# Notes: field-induced force on H in HF from $Z^*(\mathbf E)$, with one transposed index

**The result of section 2 is wrong.** I keep it because the bad line survived my first tests. The mended result is in section 5.

## 1. Framework and conventions

I write $\mathcal F$ for the electric enthalpy and $f$ for forces. For a cell of volume $\Omega$ in a macroscopic field $\mathbf E$,

$$\mathcal F[\psi;u,\mathbf E]=E_{\rm KS}[\psi;u]-\Omega\,\mathbf P[\psi;u]\cdot\mathbf E,\qquad \Omega\mathbf P=\Omega\mathbf P_{\rm el}[\psi]+e\sum_\kappa Z_\kappa\mathbf R_\kappa ,$$

with $Z_\kappa$ the bare ionic charges and $u_\kappa$ the displacement of ion $\kappa$. $\mathcal F$ is stationary in the orthonormal orbitals, so first derivatives see only the explicit dependence on $\mathbf E$ and $u$:

$$\frac{d\mathcal F}{dE_a}=-\Omega P_a,\qquad f_{\kappa b}=-\frac{d\mathcal F}{du_{\kappa b}}=-\frac{\partial E_{\rm KS}}{\partial u_{\kappa b}}\bigg|_{\psi(\mathbf E)}+Z_\kappa eE_b .$$

The force is the field-free Hellmann-Feynman expression on the polarised orbitals plus the bare ionic term. This form assumes that neither the basis nor $\mathbf P_{\rm el}$ depends explicitly on $u$, as with plane waves and norm-conserving pseudopotentials. One more derivative at fixed ions gives $\partial^2\mathcal F/\partial E_a\partial E_c=-\Omega\varepsilon_0\chi_{ac}$, with $\chi$ the clamped-ion susceptibility, and

$$eZ^*_{\kappa,ab}=-\frac{\partial^2\mathcal F}{\partial E_a\,\partial u_{\kappa b}}=\Omega\frac{\partial P_a}{\partial u_{\kappa b}}\bigg|_{\mathbf E}=\frac{\partial f_{\kappa b}}{\partial E_a}\bigg|_{u}.$$

My convention is that the first index belongs to the field or polarisation and the second to the displacement. At $\mathbf E=0$ and the reference geometry this is the Born charge. The identity holds equally at a finite field, where I call the tensor $Z^*(\mathbf E)$.

**Model.** One HF molecule sits in a cubic box with $L=30$ bohr. I use Hartree atomic units ($e=4\pi\varepsilon_0=1$), and $\Omega\mathbf P=\mathbf p$ is the molecular dipole. With $r\mathbf n$ the vector from F to H, the field-dependent part of the enthalpy to second order is

$$\mathcal F=-\mu(r)\,\mathbf n\cdot\mathbf E-\tfrac12\left[\alpha_\perp(r)E^2+\Delta\alpha(r)(\mathbf n\cdot\mathbf E)^2\right],\qquad \Delta\alpha=\alpha_\parallel-\alpha_\perp .$$

The inputs are approximate typical values for HF, with primes for $d/dr$: $r=1.73$, $\mu=0.71$, $\mu'=0.32$, $\alpha_\parallel=6.4$, $\alpha_\perp=5.2$, $\alpha_\parallel'=5.7$, $\alpha_\perp'=1.5$. Then $\Delta\alpha=1.2$, $\mu/r=0.41$ and $k\equiv\Delta\alpha/r=0.69$. I take $\mathbf n=\hat z$ and $E=0.005$ a.u. $=0.257$ V/Å in the $xz$ plane at $45^\circ$ to the bond, so $E_x=E_z=E/\sqrt2$. The drop $eEL=4.1$ eV lies below a typical semilocal gap of roughly 9 eV, so the polarised state is a well-defined stationary point.

Moving H changes $r$ and $\mathbf n$ through $\partial r/\partial u_b=n_b$ and $\partial n_a/\partial u_b=(\delta_{ab}-n_an_b)/r$. Differentiating $\mathbf p=\mu\mathbf n+\alpha_\perp\mathbf E+\Delta\alpha\,\mathbf n(\mathbf n\cdot\mathbf E)$ gives, in the order $(x,z)$, with rows $a$ and columns $b$,

$$Z^*_{\rm H}(\mathbf E)=\begin{pmatrix}\mu/r&0\\0&\mu'\end{pmatrix}+Z^{\rm odd},\qquad Z^{\rm odd}=\begin{pmatrix}kE_z&\alpha_\perp'E_x\\kE_x&\alpha_\parallel'E_z\end{pmatrix}=\begin{pmatrix}2.45&5.30\\2.45&20.2\end{pmatrix}\times10^{-3}.$$

A rigid translation leaves the dipole of a neutral molecule unchanged, so $Z^*_{\rm F}=-Z^*_{\rm H}$ and the field-induced forces on F and H are opposite.

**Target.** I want the field-even force on H, $\mathbf f^{\rm even}=\tfrac12[\mathbf f(\mathbf E)+\mathbf f(-\mathbf E)]-\mathbf f(0)$, which carries the polarisability derivatives that enter Raman tensors. The plan is to build it from dipole differences alone, by integrating $Z^*$ along the ramp $\lambda\mathbf E$ with $0\le\lambda\le1$.

## 2. The attempt (wrong)

The dipole response is $\delta p_a=Z^*_{ab}\,\delta u_b$. I wrote the force response in the same pattern, response first and perturbation second:

$$\delta f_a=Z^*_{ab}\,\delta E_b\qquad\textbf{(wrong)}$$

$Z^{\rm odd}$ grows as $\lambda$, so the ramp gives $\mathbf f^{\rm even}=\tfrac12Z^{\rm odd}\mathbf E$:

$$f_x^{\rm wrong}=\tfrac12(k+\alpha_\perp')E_xE_z=0.55\,E^2,\qquad f_z^{\rm wrong}=\tfrac12(kE_x^2+\alpha_\parallel'E_z^2)=1.60\,E^2 .$$

One a.u. of force times $E^2=2.5\times10^{-5}$ is $1.29$ meV/Å, so these are $0.71$ and $2.05$ meV/Å. My three tests all passed. The linear force came out right, the forces on H and F summed to zero, and with the field along the bond I recovered $\tfrac12\alpha_\parallel'E^2$.

## 3. The symptom

Rotating molecule and field together leaves $\mathcal F$ unchanged, so the torque of the atomic forces must equal $\mathbf p\times\mathbf E$. The field-even part of the latter comes from the induced dipole:

$$(\mathbf p\times\mathbf E)_y=p_zE_x-p_xE_z=\Delta\alpha\,E_xE_z=0.60\,E^2 .$$

My forces give $rf_x^{\rm wrong}=0.95\,E^2$. Beyond the numbers, this torque contains $\alpha_\perp'$, a stretching derivative. A rigid rotation does not change $r$, so $\alpha'_\perp$ cannot appear in a torque.

There is a second symptom. The force at a given field cannot depend on how the field was switched on. With the wrong line, $\partial f_x/\partial E_x=\mu/r+kE_z$ and $\partial f_x/\partial E_z=\alpha_\perp'E_x$. Switching on $E_x$ and then $E_z$ gives an even part $\alpha'_\perp E_xE_z=0.75\,E^2$. The reverse order gives $kE_xE_z=0.35\,E^2$. The straight ramp returned their mean.

## 4. The faulty line

The fault is $\delta f_a=Z^*_{ab}\,\delta E_b$. In $-\partial^2\mathcal F/\partial E_a\partial u_b$ the order of differentiation may be exchanged, but each index stays with its own variable. The force is conjugate to $u$ and carries the displacement index:

$$\delta f_b=\sum_aZ^*_{ab}\,\delta E_a,\qquad \delta\mathbf f=(Z^*)^{T}\delta\mathbf E,\qquad\delta\mathbf p=Z^*\delta\mathbf u .$$

Unlike $\chi_{ac}$, whose two indices both belong to $\mathbf E$, $Z^*_{ab}$ has no symmetry from the exchange of derivatives. Only site symmetry can make it symmetric.

This explains why the tests passed. At $\mathbf E=0$ a diatomic has $Z^*_{ab}=(\mu/r)(\delta_{ab}-n_an_b)+\mu'n_an_b$, which is symmetric in any orientation. An antisymmetric part is equivalent to an axial vector, and $C_{\infty v}$ leaves none invariant. A field along the bond keeps $C_{\infty v}$. A tilted field lowers the symmetry to $C_s$, which admits an axial vector normal to the mirror plane:

$$Z^*_{ab}-Z^*_{ba}=D\,(E_an_b-n_aE_b),\qquad D=\alpha_\perp'-\Delta\alpha/r=0.81 .$$

The sum rule holds for a tensor and for its transpose alike, so it tests nothing here.

## 5. The mended calculation

Now $\mathbf f^{\rm even}=\tfrac12(Z^{\rm odd})^T\mathbf E$:

$$f_x=kE_xE_z=0.35\,E^2,\qquad f_z=\tfrac12(\alpha_\perp'E_x^2+\alpha_\parallel'E_z^2)=1.80\,E^2 .$$

These are the quadratic terms of $-\partial\mathcal F/\partial u_b$ taken directly from the model enthalpy. The torque is $rf_x=\Delta\alpha E_xE_z$, as required. The first column of $Z^{\rm odd}$ gives $\partial f_x/\partial E_x=kE_z$ and $\partial f_x/\partial E_z=kE_x$ for the even part, whose cross derivatives are equal, so the path no longer matters.

## 6. Size of the error

Subtracting the two results,

$$\mathbf f^{\rm wrong}-\mathbf f=\tfrac12\left[Z^{\rm odd}-(Z^{\rm odd})^T\right]\mathbf E=\tfrac12D\left[\mathbf E(\mathbf n\cdot\mathbf E)-\mathbf nE^2\right].$$

This vector is perpendicular to $\mathbf E$, so a projection of the force on the field would also have missed it.

| even force on H | wrong | mended | error | relative |
|---|---|---|---|---|
| $f_x/E^2$ (a.u.) | 0.55 | 0.35 | +0.20 | +58 % |
| $f_z/E^2$ (a.u.) | 1.60 | 1.80 | −0.20 | −11 % |
| $f_x$ (meV/Å) | 0.71 | 0.45 | +0.26 | |
| $f_z$ (meV/Å) | 2.05 | 2.31 | −0.26 | |

**Neglected terms.** The first hyperpolarisability adds a force of order $E^3$, which is odd and cancels in $\mathbf f^{\rm even}$. The second adds about $\gamma'E^4/24$. For an assumed $\gamma'\sim500$ a.u. this is $5\times10^{-4}E^2$, far below $0.20\,E^2$. In a cubic box at fixed macroscopic field, point-dipole images raise the local field by the fraction $4\pi\bar\alpha/3\Omega=9\times10^{-4}$ for $\bar\alpha=5.6$, and the even force shifts by about twice that fraction. Neither rivals the error.

**What the numbers are worth.** They are the model's. The inputs were chosen as typical of HF, and $D$ is a difference of two comparable terms. Moving $\alpha_\perp'$ between 1.3 and 1.7 moves the transverse error $D/2k$ between 44 % and 73 %.

So for this molecule the slip costs exactly nothing in the zero-field Born charge and in the force linear in $\mathbf E$. In the total field-induced force it is small: $0.26$ meV/Å against a linear transverse force $(\mu/r)E_x=75$ meV/Å, or $0.35$ %. In the field-even force it is 58 % across the bond and $-11$ % along it.

A diatomic at zero field therefore cannot validate the index order of a code. In a crystal the antisymmetric part is allowed already at $\mathbf E=0$ on any site whose point group leaves an axial vector invariant, such as $1$, $\bar1$, $2$, $m$ or $2/m$. Monoclinic HfO$_2$ (space group $P2_1/c$) has every atom on a general position, and there the same line gives a force error $e[Z^*_\kappa-(Z^*_\kappa)^T]\mathbf E$ at first order in the field.